# Worked problem: thermal sticking of H$_2$ on Cu(111)

A molecular beam gives the dissociation probability $S$ at a chosen energy and angle. A microkinetic model needs one number per temperature, the thermal sticking coefficient $S(T)$. The average that links the two depends on how $S$ uses the parallel motion of the molecule.

**Conventions.** $\theta$ is the angle of incidence from the surface normal. $E$ is the translational energy, $E_n = E\cos^2\theta$ its normal part. Energies are molar and $\beta = 1/RT$; per molecule, read $k_BT$ for $RT$. $S$ is the probability that one collision of an H$_2$ molecule with the clean surface ends in dissociation. *Normal energy scaling* means $S = S(E\cos^2\theta)$, *total energy scaling* means $S = S(E)$.

## Problem

A Cu(111) face, the usual texture of copper wiring films, sits in a hot-wall chamber in hydrogen. Gas and surface share the temperature $T = 600$ K, and the H$_2$ pressure is $p = 100$ Pa. H$_2$ on Cu(111) follows normal energy scaling to a good approximation. For vibrational state $v$ the sticking curve has the form commonly fitted to beam data,

$$S_v(E_n) = \frac{A}{2}\left[1 + \operatorname{erf}\frac{E_n - E_v}{W}\right].$$

All entries in the table are assumed round values, chosen to be typical of this system.

| Quantity | Symbol | Value |
|---|---|---|
| midpoint, $v=0$ | $E_0$ | 60 kJ/mol (0.62 eV) |
| midpoint, $v=1$ | $E_1$ | 35 kJ/mol (0.36 eV) |
| width, both states | $W$ | 15 kJ/mol (0.16 eV) |
| saturation value | $A$ | 0.25 |
| vibrational quantum of H$_2$ | $\epsilon$ | 49.8 kJ/mol |
| rotational temperature of H$_2$ | $\Theta_r$ | 85 K |
| rotational efficacy, for an estimate | $\eta$ | 0.3 |
| mass of H$_2$ | $m$ | 2.016 u |
| lattice constant of Cu at 293 K | $a$ | 0.3615 nm |
| desorption energy | $E_d$ | 75 kJ/mol |
| desorption prefactor | $\nu_d$ | $10^{12}$ s$^{-1}$ |

Two measured bulk values of copper are used as compiled: the linear expansion coefficient $16.5\times10^{-6}$ K$^{-1}$ at 293 K (Kaye and Laby Online, NPL) and the Debye temperature $\Theta_D = 343$ K (Wikipedia, temperature not stated).

1. Find the weights with which $S$ is averaged under each scaling.
2. Replace the $v=0$ curve by a step of height $A$ at $E_0$. Find $S(T)$ under both scalings and the angular range of the molecules that stick.
3. Find $S(T)$ for the full $v=0$ curve.
4. Find the apparent activation energy and the mean normal energy of the molecules that stick. What would total scaling give for the same curve?
5. Add $v=1$ and estimate the role of rotation.
6. Find the dissociation rate per area and per surface atom, and test the clean-surface assumption.

## Solution

### 1. The two weights

In an equilibrium gas of number density $n$, molecules with velocity in $d^3v$ reach the surface at a rate per area $n\,v_z f(\mathbf v)\,d^3v$, where $f$ is the Maxwell distribution and $v_z>0$ points at the surface. The factor $v_z$ is what distinguishes the flux from the density. Its integral is the impingement rate

$$Z = n\sqrt{\frac{k_BT}{2\pi m}} = \frac{p}{\sqrt{2\pi m k_BT}} .$$

In spherical coordinates $v_z\,d^3v = v^3\,dv\,\cos\theta\sin\theta\,d\theta\,d\phi$, and $v^3\,dv \propto E\,dE$. The normalised distribution of the incident flux is therefore

$$P(E,\theta)\,dE\,d\theta = \beta^2 E\,e^{-\beta E}\,dE\;\times\;2\cos\theta\sin\theta\,d\theta .$$

Energy and angle are independent. With $u = \cos^2\theta$ the angular factor is $|du|$, so $u$ is uniform on $(0,1)$.

If $S = S(E)$, the angular integral gives 1 and

$$S_{\rm tot}(T) = \int_0^\infty S(E)\,\beta^2E\,e^{-\beta E}\,dE .$$

If $S = S(E_n)$, we need the distribution of $E_n = uE$. At fixed $E$ it is uniform on $(0,E)$ with density $1/E$, so

$$P(E_n) = \int_{E_n}^\infty \frac{1}{E}\,\beta^2E\,e^{-\beta E}\,dE = \beta\,e^{-\beta E_n},$$

$$S_{\rm n}(T) = \int_0^\infty S(E_n)\,\beta\,e^{-\beta E_n}\,dE_n .$$

The Cartesian route gives the same: $v_z\,dv_z \propto dE_n$, and the two parallel components integrate out. The flux carries a mean energy $2RT$, of which $RT$ is normal and $RT$ parallel.

Normal scaling is exact when the potential does not depend on the lateral position, since parallel momentum is then conserved and takes no part in the crossing. A real surface is corrugated. On Cu(111) the usual reading is that the variation of barrier height across the unit cell and the variation of barrier position act in opposite directions on the angular dependence and nearly cancel. Total scaling describes the opposite case, in which the direction of motion is scrambled before the barrier is met.

### 2. Step at $E_0$

For $S = A$ above $E_0$ and zero below, the two integrals are elementary. With $x = \beta E_0$,

$$S_{\rm n} = A\,e^{-x}, \qquad S_{\rm tot} = A\,(1+x)\,e^{-x}.$$

At 600 K, $RT = 4.989$ kJ/mol and

$$x = \frac{60\ \text{kJ/mol}}{4.989\ \text{kJ/mol}} = 12.03, \qquad e^{-x} = 5.98\times10^{-6}.$$

Hence $S_{\rm n} = 1.49\times10^{-6}$ and $S_{\rm tot} = 1.95\times10^{-5}$, a ratio $1+x = 13.03$.

The angle explains the ratio. Under normal scaling a molecule arriving at $\theta$ needs $E > E_0/u$, so the thermal sticking at fixed angle is

$$S(\theta,T) = A\left(1+\frac{x}{u}\right)e^{-x/u} = A\,\frac{d}{du}\left(u\,e^{-x/u}\right).$$

At normal incidence, $u=1$, this equals the total-scaling value. Integration over $u$ from 0 to 1 returns $A\,e^{-x}$. The factor $1+x$ is lost because only a narrow cone around the normal contributes. The fraction of all sticking events that come from angles below $\theta$ is

$$F(\theta) = 1 - \cos^2\theta\; e^{-x\tan^2\theta}.$$

For $\theta = 20^\circ$, $F = 0.82$, whereas only $\sin^2 20^\circ = 0.12$ of the incident flux lies in that cone. Half of the events come from within $13.0^\circ$ of the normal; for the incident flux the half angle is $45^\circ$. By detailed balance, molecules that desorb associatively at equilibrium leave in the same cone.

The normal-scaling step is also what transition-state theory gives for a transition state that translates freely along the surface and has the internal partition function of the gas molecule. The rate per area is then $n\,(k_BT/h)\,\Lambda\,e^{-x}$, where $\Lambda = h/\sqrt{2\pi mk_BT}$ is the ratio of the two-dimensional to the three-dimensional translational partition function. This product is $Z\,e^{-x}$, and $A$ plays the part of a transmission factor.

### 3. The full $v=0$ curve

Integration by parts turns any curve into a sum of steps:

$$S_{\rm n}(T) = S(0) + \int_0^\infty S'(E_n)\,e^{-\beta E_n}\,dE_n .$$

Here $S'$ is a Gaussian distribution of step positions, $S' = A\,e^{-(E_n-E_0)^2/W^2}/(W\sqrt\pi)$. Completing the square,

$$-\frac{(E_n-E_0)^2}{W^2} - \beta E_n = -\frac{(E_n-E^*)^2}{W^2} - \beta E_0 + \frac{\beta^2W^2}{4}, \qquad E^* = E_0 - \frac{\beta W^2}{2},$$

and so

$$S_{\rm n}(T) = \frac A2\operatorname{erfc}\frac{E_0}{W} + A\,e^{-\beta E_0}\,e^{\beta^2W^2/4}\,\Phi, \qquad \Phi = \frac12\left[1+\operatorname{erf}\frac{E^*}{W}\right].$$

$E^*$ is the step position that contributes most to the thermal rate, and $\Phi$ is the part of the shifted Gaussian that lies at positive energy. The numbers at 600 K:

- $\beta W = (15\ \text{kJ/mol})/(4.989\ \text{kJ/mol}) = 3.007$
- $\beta^2W^2/4 = 2.260$ and $e^{\beta^2W^2/4} = 9.585$
- $\beta W^2/2 = 22.55$ kJ/mol, so $E^* = 37.45$ kJ/mol and $E^*/W = 2.497$
- $\Phi = 0.99979$
- first term: $0.125\operatorname{erfc}(4) = 1.93\times10^{-9}$
- second term: $1.495\times10^{-6}\times9.585\times0.99979 = 1.432\times10^{-5}$

The sum is $S_{\rm n} = 1.433\times10^{-5}$. The extra figures serve only to follow the arithmetic. The width raises the result 9.6 times above the step at the midpoint, nearly as much as the change of scaling did. The midpoint of a beam curve is thus a poor stand-in for the thermal barrier. The first term is the value that the fitting function keeps at zero energy. It makes up 0.013 % of the sum and is harmless here.

### 4. Activation energy, reactive energy and the general ratio

Hold the curve $S(E)$ fixed and vary $\beta$. This corresponds to changing the gas temperature at constant surface temperature. Write $L(\beta) = \int_0^\infty S(E)\,e^{-\beta E}\,dE$, so that $S_{\rm n} = \beta L$ and $S_{\rm tot} = -\beta^2L'$. The apparent activation energy under normal scaling is

$$E_a = -\frac{d\ln S_{\rm n}}{d\beta} = -\frac{L'}{L} - \frac1\beta = \langle E_n\rangle_{\rm r} - RT,$$

where $\langle E_n\rangle_{\rm r} = -L'/L$ is the mean normal energy of the molecules that stick. $E_a$ is the excess of that mean over the mean normal energy of all incident molecules. Dividing the two averages,

$$\frac{S_{\rm tot}}{S_{\rm n}} = \beta\,\langle E_n\rangle_{\rm r} = 1+\beta E_a .$$

This holds for any curve, and the step, with $E_a = E_0$, is a special case. For the step under total scaling the activation energy is $E_0\,x/(1+x) = 55.4$ kJ/mol, slightly below $E_0$.

For the erf curve, $-dS_{\rm n}/d\beta = \int_0^\infty E\,S'\,e^{-\beta E}\,dE$ gives

$$E_a = \frac{A\,e^{-\beta E_0+\beta^2W^2/4}}{S_{\rm n}}\left[E^*\Phi + \frac{W}{2\sqrt\pi}\,e^{-(E^*/W)^2}\right],$$

which tends to $E^*$ when $E^*\gg W$. At 600 K, $E_a = 37.45$ kJ/mol, equal to $E^*$ at this precision. The local Arrhenius prefactor is $S_{\rm n}\,e^{\beta E_a} = 0.026$. Then

$$\langle E_n\rangle_{\rm r} = 37.45\ \text{kJ/mol} + 4.99\ \text{kJ/mol} = 42.44\ \text{kJ/mol}.$$

At that energy the curve stands at $S_0 = 0.012$, or 4.9 % of saturation. The thermal coefficient is set by the foot of the curve, where a fitted shape is least constrained and where tunnelling of the light molecule also enters.

Total scaling with the same curve would give a factor $1+\beta E_a = 8.51$ more, $S_{\rm tot} = 1.22\times10^{-4}$. For any non-decreasing curve and an intermediate law $S(E\cos^j\theta)$ with $0\le j\le2$, the result lies between the two, because $E\cos^2\theta \le E\cos^j\theta \le E$.

The same formulas at other temperatures, for $v=0$ and fixed $W$:

| $T$ (K) | $RT$ (kJ/mol) | step, normal | step, total | erf, normal | erf, total | $E_a$, erf, normal (kJ/mol) |
|---|---|---|---|---|---|---|
| 400 | 3.326 | $3.66\times10^{-9}$ | $6.96\times10^{-8}$ | $5.89\times10^{-7}$ | $5.24\times10^{-6}$ | 26.3 |
| 600 | 4.989 | $1.49\times10^{-6}$ | $1.95\times10^{-5}$ | $1.43\times10^{-5}$ | $1.22\times10^{-4}$ | 37.5 |
| 800 | 6.652 | $3.02\times10^{-5}$ | $3.03\times10^{-4}$ | $1.08\times10^{-4}$ | $8.06\times10^{-4}$ | 43.1 |

The gain from the width under normal scaling is a factor 161 at 400 K, 9.6 at 600 K and 3.6 at 800 K. The colder the gas, the further down the tail it samples, and the less the erf form can be trusted.

An isothermal experiment heats the surface too, and $W$ grows with surface temperature because displaced copper atoms shift the local barrier. In the Debye model the mean-square displacement of an atom of mass $M$ along one axis is

$$\langle u_z^2\rangle = \frac{3\hbar^2T}{Mk_B\Theta_D^2}\left[1+\frac{1}{36}\left(\frac{\Theta_D}{T}\right)^2+\dots\right].$$

With the bulk $\Theta_D = 343$ K the bracket differs from 1 by 0.9 % at 600 K, so the displacement variance is proportional to $T$. If the whole width came from a barrier shift linear in the displacement, then $W^2\propto T$, the exponent $\beta^2W^2/4$ would be linear in $\beta$, and

$$E_a \simeq E_0 - \frac{\beta W^2}{4} = 60\ \text{kJ/mol} - 11.28\ \text{kJ/mol} = 48.7\ \text{kJ/mol}.$$

Part of the width is static, from the spread of impact sites and molecular orientations. For a variance of the form constant plus a term linear in $T$, the model's isothermal $E_a$ lies between 37 and 49 kJ/mol. The value of $S$ at 600 K is the same in both limits. The ratio $1+\beta E_a$ must be formed with the fixed-curve value.

### 5. Internal states

The populations follow the gas temperature. With $\beta\epsilon = (49.8\ \text{kJ/mol})/(4.989\ \text{kJ/mol}) = 9.983$, the $v=1$ fraction is $f_1 = e^{-\beta\epsilon}/(1+e^{-\beta\epsilon}) = 4.62\times10^{-5}$. The closed form of part 3 with $E_1$ in place of $E_0$ gives:

- $\beta E_1 = 7.016$ and $e^{-\beta E_1} = 8.975\times10^{-4}$
- $E_1^* = 35\ \text{kJ/mol} - 22.55\ \text{kJ/mol} = 12.45$ kJ/mol, $E_1^*/W = 0.830$, $\Phi = 0.880$
- first term $1.21\times10^{-4}$, second term $1.892\times10^{-3}$, sum $S_{{\rm n},1} = 2.013\times10^{-3}$

The contribution is $f_1S_{{\rm n},1} = 9.30\times10^{-8}$, which is 0.65 % of the $v=0$ value. The reason is visible in the exponents. The quantum costs 49.8 kJ/mol and lowers the midpoint by only 25 kJ/mol, so the relative weight is about $e^{-\beta(\epsilon - E_0 + E_1)} = 0.69$ %, and the cut at zero energy trims it a little. The state $v=2$ adds about $5\times10^{-10}$ for a harmonic ladder even if it sticks with probability $A$ at every energy. The state average is

$$\bar S = (1-f_1)\,S_{{\rm n},0} + f_1S_{{\rm n},1} = 1.44\times10^{-5}.$$

Rotation matters more. Suppose a fraction $\eta$ of the rotational energy lowers the midpoint, $E_0\to E_0-\eta E_{\rm rot}$. The dominant term is then multiplied by $e^{\eta\beta E_{\rm rot}}$. Since $T\gg\Theta_r$, a classical linear rotor with weight $\beta e^{-\beta E_{\rm rot}}$ is adequate for an estimate, and the average of the factor is $1/(1-\eta)$, about 1.4 for $\eta = 0.3$. The real dependence is known not to be monotonic: slow rotation tends to hinder dissociation and fast rotation to help it. The estimate gives the size, some tens of per cent, and $E_0$ is best read as an effective value for the thermal rotational population.

The inputs themselves weigh more. A shift of $E_0$ by 5 kJ/mol changes $S$ by $e^{\beta\times5\,\text{kJ/mol}} = 2.7$. Since $d\ln S/d\ln W\simeq\beta^2W^2/2 = 4.5$, a width of 12 kJ/mol in place of 15 kJ/mol lowers $S$ by a factor 2.3. Only the order of magnitude and at best the first digit carry meaning.

### 6. Rate

With $m = 3.348\times10^{-27}$ kg and $k_BT = 8.284\times10^{-21}$ J,

$$\sqrt{2\pi mk_BT} = 1.320\times10^{-23}\ \text{kg m s}^{-1}, \qquad Z = \frac{100\ \text{Pa}}{1.320\times10^{-23}\ \text{kg m s}^{-1}} = 7.58\times10^{24}\ \text{m}^{-2}\text{s}^{-1}.$$

The (111) plane of an fcc crystal holds $N = 4/(\sqrt3\,a^2)$ atoms per area. With the 293 K expansion coefficient held constant over 307 K, the lattice grows by 0.51 % to $a = 0.3633$ nm, and $N = 1.749\times10^{19}$ m$^{-2}$, which is 1.0 % below the room-temperature value. Each surface atom is struck $Z/N = 4.33\times10^5$ times per second. The dissociation rate is

$$r = Z\bar S = 1.09\times10^{20}\ \text{m}^{-2}\text{s}^{-1}, \qquad \frac rN = 6.2\ \text{s}^{-1},$$

counted in H$_2$ molecules. The activation energy of the rate differs from that of $S$. At fixed pressure $Z\propto T^{-1/2}$, which subtracts $RT/2 = 2.49$ kJ/mol; at fixed number density $Z\propto T^{1/2}$, which adds the same amount.

For the coverage $\Theta$ in H atoms per Cu atom, let second-order desorption remove $k_d\Theta^2$ molecules per surface atom and second, with $k_d = \nu_d\,e^{-\beta E_d}$. Here $\beta E_d = 15.03$ and $k_d = 2.96\times10^5$ s$^{-1}$. The steady state has

$$\Theta = \sqrt{\frac{6.2\ \text{s}^{-1}}{2.96\times10^5\ \text{s}^{-1}}} = 4.6\times10^{-3}.$$

Site blocking through $(1-\Theta)^2$ lowers the rate by 0.9 %, so the clean-surface value serves. In this steady state desorption returns exactly the fast molecules that adsorption removes, and the gas stays Maxwellian. The rate $r$ is a one-way rate, and the net uptake is zero.

### Result

The model's thermal sticking coefficient for H$_2$ on Cu(111) at 600 K under normal scaling is $1.4\times10^{-5}$, uncertain by a factor of two to three through $E_0$ and $W$ and by tens of per cent through rotation. At 100 Pa this means about $10^{20}$ dissociations per m$^2$ and second, some 6 per surface atom and second. The total-energy weight would overstate it 8.5 times for this curve, and a step at the midpoint would understate it 9.6 times.

As typical knowledge and not as a measurement, thermal sticking of H$_2$ on low-index copper near 600 K is of order $10^{-5}$ within a factor of about ten, with isothermal activation energies of roughly 40 to 60 kJ/mol. The inputs were chosen as typical values for this system, so landing in that range is no independent test. The fixed-width slope of 37 kJ/mol lies below the range, by more than a third against its upper end, and it is the growth of $W$ with surface temperature that moves the model's slope upward.